A process model may need the volume of a solid at a pressure for which no calculation was made, and an equation of state supplies it. Here one is tried on SnO₂ held in the anatase structure, computed with the local density approximation. In each cell the volume is fixed, while the shape and the atoms relax.

Ansatz 0.2.0, scalar-relativistic LDA with PAW and plane waves, for anatase SnO₂ without spin polarisation: cutoff 420 eV, 10×10×10 k mesh, Gaussian smearing 0.02 eV. Cell shape and atoms are relaxed at fixed volume, with a force tolerance of 0.01 eV/Å. Energies are relative to the elements' standard crystals or gases in LDA; positive pressure means compression.

| volume (relaxed cell) (Å³/atom) | c/a (relaxed cell) | shortest distance (relaxed cell) (Å) | energy over elements (eV/atom) | pressure (GPa) |
| --- | --- | --- | --- | --- |
| 11.779 | 2.4169 | 1.969 | -1.773 | 25.160 |
| 12.181 | 2.4721 | 1.985 | -1.827 | 17.970 |
| 12.583 | 2.5136 | 2.003 | -1.863 | 11.280 |
| 12.984 | 2.5444 | 2.022 | -1.884 | 5.280 |
| 13.788 | 2.5740 | 2.064 | -1.885 | -4.550 |
| 14.189 | 2.5795 | 2.086 | -1.868 | -8.400 |
| 14.725 | 2.5766 | 2.097 | -1.833 | -12.560 |

Let $V$ be the volume per atom, $p$ the pressure and $B=-\,dp/d\ln V$ the bulk modulus, the resistance to compression. The ratio c/a compares the long edge $c$ of the tetragonal cell with its short edge $a$.

**(a) Calibrate a standard equation of state near zero pressure and predict the pressure of the smallest cell. How good is the prediction?**

*Solution.* The second-order Birch–Murnaghan equation treats the crystal as a spring that knows only its volume. Its energy is quadratic in a strain built from $V^{-2/3}$, which gives

$$p=\tfrac{3}{2}B_0\left[\left(\tfrac{V_0}{V}\right)^{7/3}-\left(\tfrac{V_0}{V}\right)^{5/3}\right].$$

A fit to the four rows with pressures between −8.4 and 11.3 GPa gives the zero-pressure volume $V_0=13.38$ Å³/atom and the modulus there, $B_0=161.8$ GPa. The smallest cell, at 11.779 Å³/atom, was not part of the fit. With $V_0/V=13.38/11.779=1.136$,

$$p\approx 1.5\times161.8\times(1.346-1.237)\approx 26\ \text{GPa},$$

or 26.7 GPa with unrounded inputs. The full calculation gives 25.2 GPa, so the equation is 6% too high. This is a fault of the equation, not of the density functional, whose own error cannot be judged here because the table holds no reference values.

**(b) An error of 6% might pass as harmless scatter. How can one recognise that it is a real failure?**

*Solution.* Look at the derivatives. For the compression from 12.583 to 11.779 Å³/atom the equation overstates the energy by only 3%. Over the last step, from 12.181 to 11.779, it overstates the bulk modulus by 15%. A curve can thus look sound in energy and still mislead about stiffness.

The next derivative is the clearest sign. Over the three smallest volumes the equation has $B$ rising by 3.7 GPa for each GPa of pressure, but the calculation gives only 1.2. The crystal still stiffens as it is squeezed, though far less than the equation expects.

A more flexible curve cures this only in part. The third-order equation, with one more free constant and fitted to all seven rows, misses by up to 0.24 GPa, and its misses change sign in a wave along the series. The slope of the total energy agrees with the computed pressures to about 0.03 GPa, so the wave is not numerical noise. The output below the text lists the misses row by row.

**(c) What does the equation leave out?**

*Solution.* It leaves out the shape. As the cell shrinks from 14.189 to 11.779 Å³/atom, c/a falls from 2.58 to 2.42, and it falls faster with each step.

The structure shows how $c$ gives way. Each tin atom has four oxygen neighbours in a puckered layer and two along $c$, and a quarter of $c$ equals one axial bond plus the height of the pucker. The table gives the shortest distance without saying which bond it is, but the trend tells. If the in-layer bond is shortest up to 14.189 Å³/atom and the axial bond at 14.725, the pucker grows smoothly with volume. If the axial bond were shortest throughout, that growth would slow markedly before 14.189 and then pick up again. On the smooth reading the pucker falls from 0.52 Å in the 14.189 cell to 0.33 Å at 11.779, and this flattening supplies about 70% of the shortening of $c$. Bending bonds usually costs less energy than shortening them, so flattening is an easy way to lose volume. At fixed bond lengths it also pushes the tin atoms of a layer apart, which gives back part of the volume saved. That widening fades as the layer becomes flat, so each further bit of flattening should save more volume than the last. This may be why c/a falls ever faster.

Theory links this to the modulus. Let $s=d\ln(c/a)/d\ln V$ be the response of the shape, and $K$ the stiffness against a change of shape at fixed volume. A crystal free to choose its shape lowers its energy by doing so, and minimising a quadratic energy gives

$$B_{\text{relaxed}}=B_{\text{fixed shape}}-K s^2 .$$

A constant $s$ would do little harm, because the fitted $B_0$ would largely absorb it. Here $s$ grows from 0.19 around zero pressure to 0.67 in the last step, so at constant $K$ the reduction grows about twelvefold. To account for the lost stiffness, $K$ must be of the order of 100 GPa, a usual size for the elastic stiffness of an oxide. That makes the explanation plausible but does not prove it.

It also does not cover the stretched end. Between 14.189 and 14.725 Å³/atom the equation is again too stiff, by 5%, although c/a hardly moves. Bonds that weaken faster than the equation assumes may be the reason, but that is a guess.

For a similar layered or tetragonal crystal, then, plot $\ln(c/a)$ against $\ln V$ before trusting an extrapolated equation of state. A line that bends warns that the modulus may leave the curve. A straight line removes this one cause of concern but does not guarantee the fit, as the stretched end shows. For SnO₂ the runs already hold part of the deciding test. The relaxation of the smallest cell began from the 12.181 cell compressed evenly, with c/a and the relative positions of the atoms unchanged. The pressure at that first step lies above even the value from the second-order equation, and relaxation then lowers it to the value in the table. The drop is 2.6 GPa, more than the equation's miss of 1.6 GPa. A steady drop could hide in the fitted $B_0$, but this one grows on compression: the next three larger cells, whose runs appear to have begun in the same way, show only 1.7, 1.2 and 0.8 GPa. The growing relief from shape and atoms together is thus large enough to explain the failure. Still to be made is a run that holds c/a fixed while the atoms relax, which would separate the effect of the shape from that of the atoms.

Numerical output:

```
fit of pressure on 4 rows (abs(pressure) < 12): coefficient of gg*yy 251.8 +/- 0.75, coefficient of gg -249.2 +/- 0.75; rms 0.0326, worst 12.984 -0.052, leave-one-out rms 0.0672
  rows outside the fit (model, value, miss): 11.779 26.71, 25.16, 1.55; 12.181 18.42, 17.97, 0.447; 14.725 -12.76, -12.56, -0.202
Zero-pressure volume, second-order curve (Å³/atom): 13.38
Bulk modulus at zero pressure, second-order curve (GPa): 161.8
fit of pressure on 7 rows: coefficient of gg*(yy-1)**2 -129.4 +/- 44, coefficient of gg*(yy-1) 245.2 +/- 1.9, coefficient of gg 2.784 +/- 0.15; rms 0.184, worst 13.788 0.242, leave-one-out rms 0.484
B' of the third-order curve through all rows: 3.313
Largest mismatch of energy slope and printed pressure (GPa): 0.02952
Second-order curve too high in energy of compression from 12.583 to 11.779 (%): 3.264
Second-order curve too high in pressure at 11.779 (%): 6.17
Second-order curve too high in bulk modulus between 11.779 and 12.181 (%): 15.38
Pressure slope of bulk modulus over the three smallest volumes, computed: 1.183
Same slope from the second-order curve: 3.684
Shape stiffness needed to explain the softening, order of magnitude only (GPa): 79.25
Misfits, step values (from the row above) and geometry:
     row  miss 2nd order GPa  miss 3rd order GPa  B step GPa  B step 2nd order GPa  dln(c/a)/dlnV step    a Å    c Å  pucker Å if in-layer bond shortest  pucker Å if axial bond shortest
  11.779               1.552              0.1829         n/a                   n/a                 n/a  3.882  9.381                              0.3321                           0.3764
  12.181              0.4467             -0.2077       214.2                 247.2              0.6729  3.896  9.631                              0.3819                           0.4227
  12.583              0.0314             -0.1603         206                 218.8              0.5127  3.916  9.844                              0.4212                           0.4581
  12.984            -0.05203             0.02611       191.3                 193.9              0.3882  3.942  10.03                              0.4522                           0.4852
  13.788             0.02365              0.2415       163.6                 162.4              0.1925  4.006  10.31                              0.4984                           0.5137
  14.189           -0.002845              0.1481       134.3                 135.2             0.07445  4.041  10.42                              0.5178                           0.5202
  14.725             -0.2018             -0.2314       112.2                 117.6            -0.03034  4.093  10.55                               0.457                           0.5396
Share of c shortening from flattening, 14.189 to 11.779, in-layer bond shortest (%): 71.22
Same share, axial bond shortest (%): 55.15
```
